An electron state in a crystal is labelled by a wavevector, which says how the phase of its wave changes from one cell to the next. A band structure lists the allowed energies as this wavevector moves along a path. Can the energies alone tell us where on the path we are? The test case is a sheet of Zn2SeS with atomic planes in the order S, Zn, Zn, Se, possibly a hypothetical form.

The path has 22 rows. It starts at Gamma (row 1), where all cells are in phase, runs to M (row 8), the middle of an edge of the hexagonal zone, then to the corner K (row 15), and returns to Gamma (row 22). The candidates are therefore places: row 1 is Gamma, rows 5 and 7 lie between Gamma and M, row 12 between M and K, row 15 is K, and row 19 lies on the way back. Levels b1, b2 and b3 are the highest filled ones, counted downwards; a1 and a2 are the lowest empty ones. Zero is the middle of the gap. PBE usually makes such gaps too small, but the argument rests on how the levels change along the path, not on the size of the gap. The band distance, the length travelled along the path, would give the order away, so the argument uses only the five levels.

The Kohn-Sham bands of a free Zn2SeS sheet were computed with Ansatz 0.2.0 using PBE, scalar-relativistic and without spin polarization, with PAW, a plane-wave cutoff of 420 eV, a 12x12x1 k mesh and Gaussian smearing of 0.02 eV. Levels b1 to b3 run downwards from the highest filled band, a1 and a2 upwards from the lowest empty one. Candidates: 1, 12, 5, 15, 19, 7.

```
row  band distance (1/Å)  level b3 from the Fermi level (eV)  level b2 from the Fermi level (eV)  level b1 from the Fermi level (eV)  level a1 from the Fermi level (eV)  level a2 from the Fermi level (eV)
  A                0.777                              -3.118                              -1.881                              -1.734                               2.124                               2.871
  B                0.000                              -1.535                              -0.876                              -0.876                               0.876                               1.549
  C                2.029                              -2.629                              -1.694                              -1.419                               2.640                               3.355
  D                1.206                              -2.952                              -2.514                              -1.900                               3.394                               3.602
  E                0.518                              -2.748                              -1.566                              -1.504                               2.311                               2.965
  F                1.431                              -3.133                              -2.451                              -2.073                               3.717                               3.886
```

One row stands out at once. In B the two highest filled levels coincide at −0.876 eV, and B also has the smallest separation between filled and empty levels. At Gamma the threefold axis and the mirror planes of this sheet make two perpendicular directions in the plane equivalent, so a pair of in-plane p-like states must share one energy. At K the axis survives but the mirrors do not, and no such pair is required. B is Gamma, and this assignment is sure. The calculation leaves out spin-orbit coupling, which would split the pair.

For the other rows we need a level that measures distance from Gamma. The top of the filled bands in zinc chalcogenides is known to consist mainly of p orbitals on the anions, here S and Se. At Gamma, neighbouring p orbitals that point along a row of anions are in phase, so the positive lobe of one faces the negative lobe of the next. That contact is antibonding and pushes the level up. At M only one of the three neighbour directions keeps this phase, and at K none does. As long as b1 is formed by such in-plane orbitals, and their head-on contact is much stronger than their sideways overlap, it is therefore expected to be highest at Gamma, lower at M and lowest at K. The argument gives an order, not sizes.

Ranked by b1 from the top, the letters run B, C, E, A, D, F. Measured straight from Gamma, the candidates run 1, 19, 5, 7, 12, 15. Matching the two lists makes F the corner K and D the point between M and K. Level a1 supports this outer pair, since it lies above 3 eV only in D and F and is higher in F. Their order is likely rather than certain, because no symmetry marks K in these columns.

The middle three rows hold a trap. If a1 also rose steadily with distance, its values would rank them A, E, C, exactly the reverse of the order from b1. One of the two levels must mislead. We trust b1, because the phase argument supports it and because empty bands of semiconductors often have side valleys away from their lowest point. This makes A row 7, a likely assignment that rests on chemical knowledge as well as on the numbers.

C and E remain ambiguous. Their b1 levels differ by only 0.085 eV, and their candidate places, rows 19 and 5, lie at similar distances from Gamma but in different directions. Symmetry offers a hint. The line from Gamma to M lies in a mirror plane, so levels of different mirror symmetry may cross and come very close, whereas on the line from Gamma to K no mirror separates them and they generally repel. The spacing of b1 and b2 is 0.06 eV in E and 0.28 eV in C, which favours E as row 5 and C as row 19, though a small spacing can also be accidental.

The rows with their labels:

```
row  band distance (1/Å)  level b3 from the Fermi level (eV)  level b2 from the Fermi level (eV)  level b1 from the Fermi level (eV)  level a1 from the Fermi level (eV)  level a2 from the Fermi level (eV)
  1                0.000                              -1.535                              -0.876                              -0.876                               0.876                               1.549
  2                0.130                              -1.479                              -1.223                              -0.941                               1.166                               1.888
  3                0.259                              -1.912                              -1.446                              -1.111                               1.743                               2.501
  4                0.389                              -2.470                              -1.453                              -1.337                               2.193                               2.904
  5                0.518                              -2.748                              -1.566                              -1.504                               2.311                               2.965
  6                0.648                              -2.986                              -1.756                              -1.606                               2.227                               2.893
  7                0.777                              -3.118                              -1.881                              -1.734                               2.124                               2.871
  8                0.907                              -3.048                              -1.924                              -1.798                               2.082                               2.884
  9                0.982                              -3.036                              -1.988                              -1.803                               2.199                               2.967
 10                1.057                              -3.004                              -2.153                              -1.820                               2.520                               3.186
 11                1.131                              -2.963                              -2.357                              -1.851                               2.966                               3.478
 12                1.206                              -2.952                              -2.514                              -1.900                               3.394                               3.602
 13                1.281                              -3.016                              -2.544                              -1.964                               3.609                               3.744
 14                1.356                              -3.099                              -2.490                              -2.035                               3.691                               3.852
 15                1.431                              -3.133                              -2.451                              -2.073                               3.717                               3.886
 16                1.580                              -3.001                              -2.623                              -1.919                               3.635                               3.832
 17                1.730                              -2.919                              -2.637                              -1.685                               3.450                               3.786
 18                1.880                              -3.004                              -2.175                              -1.512                               3.151                               3.669
 19                2.029                              -2.629                              -1.694                              -1.419                               2.640                               3.355
 20                2.179                              -2.062                              -1.450                              -1.227                               1.964                               2.735
 21                2.329                              -1.471                              -1.313                              -0.966                               1.249                               1.982
 22                2.478                              -1.535                              -0.876                              -0.876                               0.876                               1.549
```

The labels confirm all six assignments: A is row 7, B row 1, C row 19, D row 12, E row 5 and F row 15. The full path also shows how good the ruler is. Along each of the three straight segments, b1 sinks steadily as the distance from Gamma grows. Close to Gamma its fall divided by the squared distance is 3.8 eV Å² towards M and 4.1 eV Å² towards K, so direction hardly matters there, as the threefold symmetry of the sheet demands for small distances.

The phase argument may explain only part of this success. From row 3 to row 4, b1 falls by 0.226 eV. A further fall of 0.229 eV leads to b2 in row 5, whereas b1 there lies only 0.167 eV lower. This smooth continuation suggests that two bands cross between rows 4 and 5, as the mirror plane allows, and that b1 belongs to a different band from there to M. Followed backwards, that band appears to run through b2 in rows 4 and 3 and b3 in row 2 to b3 at Gamma, so it does not start from the pair on which the argument was built. The energies cannot say which orbitals form it. Its fall towards M, on which the placing of A rested, is therefore an observation, not a test of the phase argument. A similar change is likely on the line to K, where bands repel instead of crossing: from row 20 outwards b1 falls by 0.192, 0.093 and 0.173 eV, a kink just beyond the place where b1 and b2 come closest. The sizes do not fit the simple picture either. The top level of a single layer of in-plane p orbitals with nearest-neighbour coupling is expected to fall less than half as far at M as at K, whereas b1 at M has already covered 0.922 of the 1.197 eV.

Near the zone edge direction does matter. Row 16, on the way back from K, is slightly nearer to Gamma than M is, yet its b1 lies 0.12 eV deeper. At the distances of C and E the effect is much smaller: row 19 lies about midway between rows 4 and 5 in distance from Gamma, and its b1 lies about midway between theirs. The ranking of that pair was safer than the six rows alone could show.

How far a1 departs from a simple ruler can be seen by comparing it with the simplest model of an empty band, one s-like orbital per cell coupled to its six neighbours:

E = E₀ − 2t (cos φ₁ + cos φ₂ + cos φ₃)

Here E₀ is the orbital energy, t the coupling strength, and φ₁, φ₂, φ₃ are the phase changes along the three neighbour directions. The sum of cosines is 3 at Gamma, −1 at M and −3/2 at K. The rise from Gamma to M, divided by the rise from Gamma to K, should then be

(3 + 1) / (3 + 3/2) = 8/9 ≈ 0.89

whatever the values of E₀ and t. The table gives

(2.082 − 0.876) / (3.717 − 0.876) ≈ 0.42

The model has the right order, Gamma below M below K, but it places M far too close to K. It also misses the shape: its energy rises all the way from Gamma to M, whereas the computed a1 climbs to 2.311 eV at row 5 and then descends into a side valley at M. The printed analysis below lists the distances and separations for every row.

For this sheet the highest filled level is thus a fair guide to distance from Gamma, while the lowest empty level depends strongly on direction. What forms the valley at M remains open. The cell holds two Zn atoms about 3 Å apart, closer than the cell edge, and their coupling, which the model omits, is expected to lower M relative to K but not to make a valley by itself. Another kind of orbital may mix in there, or couplings to more distant neighbours may lower the level. The table lists energies only and cannot separate these causes. Resolving a1 at Gamma, at row 5 and at M into contributions from each atom and each type of orbital would show whether the band changes its nature on the way.

Output of the analysis:

```
Distance from Gamma and level separations:
  row  distance from Gamma (1/angstrom)  a1 minus b1 (eV)  b1 minus b2 (eV)
    1                                 0             1.752                 0
    2                              0.13             2.107             0.282
    3                             0.259             2.854             0.335
    4                             0.389              3.53             0.116
    5                             0.518             3.815             0.062
    6                             0.648             3.833              0.15
    7                             0.777             3.858             0.147
    8                             0.907              3.88             0.126
    9                            0.9101             4.002             0.185
   10                            0.9193              4.34             0.333
   11                            0.9343             4.817             0.506
   12                             0.955             5.294             0.614
   13                            0.9811             5.573              0.58
   14                             1.012             5.726             0.455
   15                             1.047              5.79             0.378
   16                             0.898             5.554             0.704
   17                             0.748             5.135             0.952
   18                             0.598             4.663             0.663
   19                             0.449             4.059             0.275
   20                             0.299             3.191             0.223
   21                             0.149             2.215             0.347
   22                                 0             1.752                 0
b1, row 19 above row 5 (eV): 0.085
b1, row 5 above row 7 (eV): 0.23
b1, row 7 above row 12 (eV): 0.166
b1, row 12 above row 15 (eV): 0.173
a1, row 19 above row 5 (eV): 0.329
a1, row 5 above row 7 (eV): 0.187
a1, row 12 above row 7 (eV): 1.27
a1, row 15 above row 12 (eV): 0.323
Rise of a1 from Gamma to M over rise to K, computed (ratio): 0.4245
The same ratio from one s-like orbital per cell (ratio): 0.8889
Rank correlation of b1 with distance from Gamma, all rows: -0.9819
Rank correlation of a1 with distance from Gamma, all rows: 0.8238
Fall of b1 over squared distance, row 2 towards M (eV angstrom^2): 3.846
Fall of b1 over squared distance, row 21 towards K (eV angstrom^2): 4.054
b1, row 16 below M (eV): 0.121
```
